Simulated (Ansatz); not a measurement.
Si: the change of pressure with volume scale

Periodic Kohn-Sham DFT of a crystal at fixed atoms, scaled to volume_scale times the given cell; pressure positive in compression, energy less spherical unpolarised free atoms, largest_vzz the field gradient of largest size among the nuclei. The results are calculated, by Ansatz 0.2.0.

The cell before it is scaled or strained (space group Fd-3m, No. 227):
```
cell vectors (Å)
   0.0000     2.7155     2.7155
   2.7155     0.0000     2.7155
   2.7155     2.7155     0.0000
atoms (fractions of the cell vectors)
Si  0.50000  0.50000  0.50000
Si  0.75000  0.75000  0.75000
```

Settings of every row: method frozen-core PAW; functional LDA; relativity scalar; k mesh 11x11x11; filling fermi-dirac; smearing width 0.08 eV; wave cutoff 420 eV; paw set soft_2.

Atom start moment: 0 on all atoms.

Limits: PAW files made with PBE; small gap, it may come from the mesh.

| row | volume scale | V (Å³/atom) | pressure (GPa) |
| --- | --- | --- | --- |
| 1 | 0.94 | 18.822 | 4.864 |
| 2 | 0.9405 | 18.833 | 4.802 |
| 3 | 0.96 | 19.223 | 2.515 |
| 4 | 0.97 | 19.423 | 1.43 |
| 5 | 0.98 | 19.623 | 0.402 |
| 6 | 0.99 | 19.824 | ? |
| 7 | 1 | 20.023 | -1.498 |
| 8 | 1.01 | 20.224 | -2.375 |
| 9 | 1.02 | 20.424 | -3.205 |
| 10 | 1.03 | 20.625 | -3.992 |
| 11 | 1.04 | 20.825 | -4.737 |

Question: what pressure should row 6 give?

Worked fit of pressure. Take u = (V_r/V)^(2/3) − 1 with V_r = 19.823 Å³ an atom, which is twice the finite (Eulerian) strain; such expansions in the strain, on which the Birch-Murnaghan equation of state is built, carry the rest volume and the bulk modulus. The shown rows have u = 0.03515, 0.03474, 0.0207, 0.01368, 0.00678, -0.00667, -0.01326, -0.01971, -0.02609, -0.03234. Least squares give pressure = −0.5726 + 141.189 × u + 385.93 × u² GPa; a straight line predicts inner rows, each left out in turn, worse (root mean square 0.18 against 0.0028 GPa). The rows lie off it by -0.003, 0.004, 0.000, -0.001, 0.000, -0.001, 0.002, 0.001, 0.002, -0.002. The pressure vanishes at u = 0.0040, or V = 19.7 Å³ an atom, and there the bulk modulus at fixed shape and fractions is B = −V dP/dV = (2/3)(1 + u) dP/du = 96.6 GPa. The withheld row has u = -3e-05, so the fit gives −0.5726 + 141.189 × (-3e-05) + 385.93 × (-3e-05)² = -0.577 GPa.

The calculation gave -0.574 GPa. The fit lies 0.003 GPa (0.031 % of the column's range) below it; its largest miss of a shown row is 0.004 GPa.
